# A spin gap that follows the functional

The computed spin gap of the CoF$_3$ molecule depends so strongly on the share of exact exchange that no single row can be taken as the gap of the molecule. It runs from −84.4 kJ/mol with pure PBE to −136.9 kJ/mol with half exact exchange. The structures stay the same throughout, one for the singlet and one for the triplet, so only the functional and the orbitals' answer to it change. The likely weak point is the singlet, which is forced into a closed shell that may suit this molecule badly, though no test in these runs shows that it does.

Spin gap of the neutral, isolated CoF$_3$ molecule, computed with Ansatz 0.2.0 using PBE with a varying share of exact exchange, the def2-TZVP basis and no dispersion correction. The gap is the energy of the triplet minus that of the closed-shell singlet, each at its own fixed geometry.

| exact exchange (%) | spin gap (kJ/mol) |
| --- | --- |
| 0 | -84.40 |
| 5 | -87.20 |
| 10 | -90.50 |
| 15 | -94.60 |
| 25 | -105.00 |
| 35 | -117.40 |
| 50 | -136.90 |

The gap is the energy of the triplet less that of the singlet, so a negative value puts the triplet lower. That order holds in every row, which may look like a robust result. But every row uses the same kind of closed-shell singlet, and a fault common to all rows can't be exposed by their agreement. The constant sign shows that the order doesn't depend on the exchange share, and no more than that.

The size of the gap gives a clearer warning. Between the first and the last row it changes by 52.5 kJ/mol, which is 62 % of the PBE value. Nor does it settle: each interval is steeper than the one before, from 0.56 kJ/mol per % at the start to 1.3 at the end. Even a plateau would not have proved the gap right, because the exchange share is no measure of accuracy in the way that the size of a basis set is. The last row is a different approximation from the first, and not a better converged one.

## What a straight line would mean

A short argument shows how the gap should move if the orbitals stayed as they are. Let $a$ be the share of exact exchange in per cent and $\Phi$ the set of occupied orbitals. The energy of either spin state is then

$$E(a)=A[\Phi]+a\,B[\Phi].$$

Here $A$ is the PBE energy of these orbitals, and $B$ is the change in energy when one per cent of PBE exchange is replaced by exact exchange. With fixed orbitals both $A$ and $B$ are constants. The energy of each state is then a straight line in $a$, and so is the gap between them.

The first two rows supply an estimate of the slope of this line, since the orbitals have little room to change over so small a step. Carried on to 50 %, it gives

$$-84.4+50\times\frac{-87.2+84.4}{5}=-112.4\ \text{kJ/mol}.$$

The computed gap in the last row, which had no part in the estimate, is −136.9 kJ/mol. The line has the right direction but misses 24.5 kJ/mol, nearly half of the whole change.

That miss is the work of the orbitals. They adjust to each new functional so as to lower the energy, and each state therefore rises less steeply than its straight line. The energies of the two states bear this out. Between the first interval and that from 25 to 35 %, the slope of the singlet energy falls from 5.8 to 2.8 kJ/mol per %, and that of the triplet from 5.2 to 1.5. Both states respond, but the triplet gains more from it, and so the gap bends downwards.

Two questions remain: why exact exchange costs the singlet more from the outset, and why the triplet then adapts better.

## Why the closed shell pays more

The first question is easiest to answer for a hydrogen molecule pulled apart. In its true singlet ground state each atom keeps one electron. A closed-shell determinant puts both electrons into one orbital spread over both atoms, and so half of the time it finds them together on the same atom. This costs several electronvolts that the real molecule never pays. The triplet has one electron on each atom and escapes the error, so the computed triplet falls far below the singlet although the two should have the same energy.

The exchange functional decides how much of this error shows. Exchange surrounds each electron with a hole, a region from which it removes charge. In stretched hydrogen the exact exchange hole spreads over both atoms, wherever the electron happens to be. The hole of a semilocal functional such as PBE stays close to its electron and thereby imitates, by a fortunate error, the way in which the two electrons avoid each other. Replacing PBE exchange by exact exchange takes this help away, and the closed-shell singlet rises against the triplet.

The same reasoning should carry over to CoF$_3$, although the table can't separate this effect from others that exact exchange has on the bonds. Its singlet crowds six d electrons into three doubly filled orbitals and leaves two orbitals free to accept charge from fluorine. Other ways of placing the electrons probably lie close in energy, and a single closed-shell determinant can't mix them in. The triplet breaks up one of the pairs and needs less of this mixing, which is why theory expects the gap to become more negative as exact exchange is added.

The analogy has a limit. In stretched hydrogen the whole gap is an error, because the true singlet and triplet coincide. In CoF$_3$ a real preference for parallel spins also lowers the triplet. The slope can't tell how much of the gap is real and how much comes from the closed shell. Nor does the analogy explain why the slope steepens, which comes from the stronger response of the triplet.

## How far the singlet can be trusted

A direct sign of an unsuitable closed shell would be a wavefunction that is unstable towards orbitals that differ for the two spins. These runs give no such sign: at every exchange share the singlet is reported as a minimum, without a warning. That label alone doesn't say whether the test allowed the two spins to have different orbitals, and a closed shell can be stable as long as the pairs stay together and unstable once they may separate. The notes to the data do warn of this instability in restricted singlets, but the warning comes from tests on other systems and not from these runs. If the singlet of CoF$_3$ did have it, a solution of lower energy would exist, and using it would make the gap less negative. The closed-shell singlet has exactly the spin expected of a singlet, but only because its form imposes it. That perfect value says nothing about the quality of the state.

The triplet is free to use different orbitals for the two spins, and this suggests an answer to the second question. Exact exchange favours electrons that stay on one atom, and a state with separate orbitals for each spin can follow that preference more easily. The price can be an admixture of higher spin, and the notes to the data warn of such spin contamination for every row, without giving its size. That this freedom causes the stronger response is plausible, but it has not been tested here. The orbitals of the triplet are not among the data, so a gradual change of its configuration along the series can't be ruled out either.

Other limits apply to both states. Neither is certain to be the lowest of its spin, and the structures come from short searches that may have missed a better one. Spin–orbit coupling, which can shift the states of a cobalt compound, is left out altogether.

## A reassuring number that misleads

The distance between the highest filled and the lowest empty orbital might be taken as a measure of how safe a closed shell is. In the singlet it widens from 0.8 eV with pure PBE to 6.7 eV at 35 % exact exchange. On this reading the closed shell becomes ever safer. Yet over the same range the singlet loses 33 kJ/mol against the triplet, the difference between −84.4 and −117.4.

The contradiction disappears once the origin of the widening is clear. Exact exchange frees an electron in a filled orbital from repelling itself, which lowers the filled levels. An empty orbital gets no such relief, because an electron placed there would feel all the others. The distance therefore grows with the exchange share whether or not the closed shell is a good description. The small value with pure PBE is the more telling one. With a semilocal functional the distance is a rough guide to the energy needed to move an electron within the molecule, so a small value suggests that other arrangements of the electrons lie close by.

## The state outside the comparison

Even a perfect singlet–triplet gap would not identify the ground state. Cobalt in CoF$_3$ has six d electrons, and fluoride ligands split the d levels only weakly. In such a case the electrons usually spread over all five d orbitals with as many parallel spins as possible, which makes a quintet.

Counting pairs of electrons with like spin shows what is at stake, because each such pair lowers the energy through exchange. An ideal d$^6$ ion has 6 such pairs in the singlet, 7 in the triplet and 10 in the quintet. The step from singlet to triplet adds one pair, while the next step adds three. The negative gap thus means that this triplet lies below this closed-shell singlet, and it leaves open which state lies lowest. The printed analysis below lists the slopes, the straight-line estimate and the pair counts used here.

The analysis program printed:

```
Gap and its slope over the interval ending at each row:
  row  gap (kJ/mol)  slope (kJ/mol per %)
    0         -84.4                   n/a
    5         -87.2                 -0.56
   10         -90.5                 -0.66
   15         -94.6                 -0.82
   25          -105                 -1.04
   35        -117.4                 -1.24
   50        -136.9                  -1.3
Change of the gap from 0 to 50 % exact exchange (kJ/mol): -52.5
Size of this change relative to the gap at 0 % (%): 62.2
Mean slope between the end rows (kJ/mol per %): -1.05
Gap at 50 % from the straight line through the first two rows (kJ/mol): -112.4
Computed gap at 50 % less the straight-line value (kJ/mol): -24.5
Share of the total change missed by the straight line (%): 46.67
Rise of the singlet energy from 0 to 35 % (kJ/mol): 143.7
Rise of the triplet energy from 0 to 35 % (kJ/mol): 110.7
Singlet energy slope from 0 to 5 % (kJ/mol per %): 5.754
Singlet energy slope from 25 to 35 % (kJ/mol per %): 2.764
Triplet energy slope from 0 to 5 % (kJ/mol per %): 5.194
Triplet energy slope from 25 to 35 % (kJ/mol per %): 1.524
Singlet orbital gap at 0 % (eV): 0.798
Singlet orbital gap at 25 % (eV): 5.003
Singlet orbital gap at 35 % (eV): 6.675
Like-spin d pairs in the singlet: 6
Like-spin d pairs in the triplet: 7
Like-spin d pairs in the quintet: 10
```
